## Results and discussion

The energy needed to remove an electron from planar H₂Ge=NH, with the atoms held fixed, depends on two choices made in the calculation. One is whether spin-up and spin-down electrons must share their orbitals. The other is how much electron correlation is added afterwards. Does the first choice still matter once correlation is in place? And can triple excitations be estimated by perturbation theory instead of being solved for in full? UCCSD, RCCSD(T) and UCCSD(T) bear on both questions, so their errors are predicted here before they are shown.

Errors in the vertical ionisation energy of H₂Ge=NH (neutral singlet to cation doublet) at the levels listed, relative to UCCSDT(Q) in the same cc-pVDZ basis. Calculated with Ansatz 0.2.0 at the PBE0/def2-TZVP geometry, without relativity; coupled-cluster levels keep the cores, including Ge 3d, frozen.

```tsv
level	this level less the reference (UCCSDT(Q), same basis) (meV)
RHF	-1721.0
UHF	-1655.0
RMP2	124.0
UMP2	132.0
RCCSD	-190.0
UCCSD	?
RCCSD(T)	?
UCCSD(T)	?
BCCD(T)	-23.0
RCCSDT	-26.0
UCCSDT	-26.0
RCCSDT(Q)	2.0
PBE	241.0
r2SCAN	116.0
PBE0	4.0
B3LYP	115.0
wB97M-V	-27.0
B2PLYP	76.0
RPA-PBE	142.0
```

The errors are in meV relative to the reference ionisation energy of 9.559 eV, and a negative error means that the electron comes off too easily. R marks restricted orbitals, shared by both spins, and U marks unrestricted ones. CCSD is coupled cluster with single and double excitations. A further T adds triples in full, while (T) and (Q) add triples and quadruples by perturbation theory.

### Why omitted correlation lowers the ionisation energy

Hartree-Fock lets each electron feel only the average field of the others. Real electrons avoid one another more effectively than that, which lowers the energy. The neutral molecule has one electron more than the cation, and so more pairs that can gain from this avoidance. A method that leaves the gain out places the neutral too high relative to the cation, and the ionisation energy comes out too low. This is the standard explanation of the RHF error of −1721 meV.

Helium shows the argument in its barest form. The neutral atom has one electron pair and He⁺ has none, so the whole Hartree-Fock error in the ionisation energy is the correlation energy of that pair. The analogy gives the sign of the error and explains why double excitations matter most. It goes no further, because the cation of H₂Ge=NH keeps many correlated pairs and a two-electron atom has no triple excitations at all.

In H₂Ge=NH, going from RHF to RCCSD raises the ionisation energy by 1531 meV, which removes about nine tenths of the Hartree-Fock error. An error of −190 meV remains. Triple excitations describe how a third electron adjusts while two others avoid each other. The neutral again has more to gain, and full triples raise the result by another 164 meV.

The same reasoning can be carried to a related ionisation. One asks which of the two states holds more of the correlation that a method omits, since that state will lie too high. That state is not always the one with more electrons. MP2, which treats the pairs by low-order perturbation theory, recovers about 7.6 eV of correlation energy in the neutral, against about 8.5 eV with CCSDT(Q). Its ionisation energy is nevertheless slightly too high, so it must miss even more in the cation.

### Why the choice of orbitals should fade

The UHF ionisation energy lies 66 meV above the RHF one. Freeing the orbitals can only lower the energy of a given state, and freeing those of the cation alone would reduce the ionisation energy. If both rows describe the same cation state, the neutral must therefore have gained more than the cation. The separate energies of the neutral bear this out. Its UHF solution lies about 0.16 eV below the RHF one and has a spin-squared value of about 0.45, where a pure singlet has zero, so its spin symmetry is broken. The cation, by difference, gained only about 0.09 eV.

Coupled cluster has a means of repairing an unsuitable set of orbitals. Its single excitations enter through an exponential, and such an exponential turns one determinant into another (Thouless' theorem). The calculation can thus largely readjust its own orbitals while it correlates the electrons. RCCSDT and UCCSDT agree to the last printed digit, as this argument suggests.

The singles may not be the whole reason, however. The two MP2 rows already differ by only 8 meV, although MP2 has no such iterated readjustment. The prediction therefore rests on two things: the theoretical role of the singles and the observed fading of the difference.

### Predictions

The model has no fitted constant. It assumes that the choice between R and U has no effect once singles and doubles are solved for, and that perturbative triples do the work of full triples. UCCSD then takes the RCCSD error, and both (T) levels take the mean error of RCCSDT and UCCSDT. The ranges are judgements, not statistical intervals.

For RCCSD(T) the estimate runs as follows. The starting point is the RCCSD error of −190 meV. Full triples contribute −26 − (−190) = 164 meV, and if (T) recovers all of this, the error becomes −190 + 164 = −26 meV. The predicted ionisation energy is 9.559 − 0.026 = 9.533 eV.

- **UCCSD:** −190 ± 40 meV, clearly too low and close to RCCSD.
- **RCCSD(T):** −26 ± 25 meV, close to full triples.
- **UCCSD(T):** −26 ± 40 meV, with a wider range because perturbative triples are more sensitive to a spin-contaminated determinant.

A competing model lets the Hartree-Fock difference between U and R survive unchanged. It puts UCCSD at −190 + 66 = −124 meV, well outside the range above. Carrying over the smaller MP2 difference gives −182 meV, which the range does not separate from the main prediction.

The withheld rows as computed:

```tsv
level	this level less the reference (UCCSDT(Q), same basis) (meV)
UCCSD	-192.0
RCCSD(T)	-20.0
UCCSD(T)	-20.0
```

### What the three values show

All three predictions hold, with misses far smaller than their ranges. They do not amount to three independent successes, since the two (T) levels share one estimate. The printed output that follows the text lists each prediction beside its computed value.

UCCSD comes out at −192 meV, 2 meV below the prediction. The model that keeps the full Hartree-Fock difference misses by 68 meV and fails. For this molecule, then, a sizeable dependence on the choice of orbitals in Hartree-Fock does not carry over to CCSD.

The cause is less certain than the result. The coupled-cluster calculations select their starting determinant by trial, so UCCSD need not have started from the solution behind the UHF row. The close agreement may come from the repairing action of the singles, from a better starting determinant, or from both. The MP2 rows hint at the starting determinant, since MP2 cannot repair its orbitals and a neutral determinant as spin-contaminated as the UHF one would be expected to shift its result by more than 8 meV. But the determinants used in UMP2 and UCCSD were not examined, and shifts in the neutral and the cation may also cancel, so the cause remains open. The agreement shows that the ionisation energy hardly changes between the two treatments, but it does not measure how much damage the singles can undo.

Both (T) levels give −20 meV, 6 meV above the prediction. The extra uncertainty allowed for UCCSD(T) was not needed, as no difference between the restricted and unrestricted results is visible. The small miss has the same sign in both cases: perturbative triples raise the RCCSD result by 170 meV, slightly more than full triples do.

The overshoot does not mean that (T) exaggerates the triples. In the neutral, perturbative triples lower the energy by about 0.32 eV and full triples by about 0.34 eV, so (T) falls short. Since its ionisation energy is nevertheless higher, (T) must fall short by slightly more in the cation, which is then left too high. The overshoot is the small remainder of two shortfalls that nearly cancel.

The overshoot also makes the simpler method look better than the fuller one. RCCSD(T) lies nearer to the reference than RCCSDT, at −20 against −26 meV. Adding perturbative quadruples to RCCSDT raises the ionisation energy by a further 28 meV, so the excess from (T) happens to replace a small part of what the quadruples would add. This is a partial cancellation of errors and no sign that perturbative triples are more accurate than full ones.

### What the errors mean

These errors measure the treatment of correlation within one small basis, with frozen cores and without relativity. They do not measure the distance from experiment. The T1 diagnostic, which gauges the size of the singles in coupled cluster, gives only a mild warning. For the neutral it is about 0.022 in RCCSD(T), just above the customary limit of 0.02, and the cation does not exceed that limit. Other signs show more plainly that a single determinant describes the neutral imperfectly: its restricted Hartree-Fock solution is unstable towards breaking the spin symmetry, and the largest double excitation in RCCSDT(Q) has an amplitude of about 0.17. The reference itself may therefore be less certain than the small differences between the highest levels suggest. Nor was it checked that the electron leaves the same orbital at every level. In PBE the two highest occupied levels of the neutral lie only about 0.15 eV apart, so a second cation state may be close. A larger basis would usually raise a coupled-cluster ionisation energy by some tenths of an eV, which may exceed the whole contribution of the triples.

This matters most for the density functionals, whose results settle faster as the basis grows. PBE0 lies only 4 meV from the reference here, but the reference itself would move in a larger basis. That agreement is therefore no evidence that PBE0 predicts the true ionisation energy equally well. The comparison among the coupled-cluster levels is on firmer ground, because their basis errors are largely shared.

The analysis program printed:

```
RHF error as share of the reference gap, percent: -18
Spin shift UHF less RHF, meV: 66
Spin shift UMP2 less RMP2, meV: 8
Spin shift UCCSDT less RCCSDT, meV: 0
Step from RHF to RCCSD, meV: 1531
Step from RCCSD to RCCSDT (full triples), meV: 164
Step from RCCSDT to RCCSDT(Q), meV: 28
Step from PBE to PBE0, meV: -237
Forecast UCCSD, meV: -190
Range of the UCCSD forecast, plus or minus meV: 40
Rival for UCCSD with the full Hartree-Fock spin shift, meV: -124
Rival for UCCSD with the MP2 spin shift, meV: -182
Computed UCCSD, meV: -192
Miss UCCSD (forecast less computed), meV: 2
Forecast RCCSD(T) and UCCSD(T), meV: -26
Range of the RCCSD(T) forecast, plus or minus meV: 25
Computed RCCSD(T), meV: -20
Miss RCCSD(T) (forecast less computed), meV: -6
Range of the UCCSD(T) forecast, plus or minus meV: 40
Computed UCCSD(T), meV: -20
Miss UCCSD(T) (forecast less computed), meV: -6
Spin shift UCCSD less RCCSD, meV: -2
Spin shift UCCSD(T) less RCCSD(T), meV: 0
Step from RCCSD to RCCSD(T), meV: 170
Step from UCCSD to UCCSD(T), meV: 172
Step from UCCSD to UCCSDT (full triples), meV: 166
BCCD(T) less RCCSDT, meV: 3
```
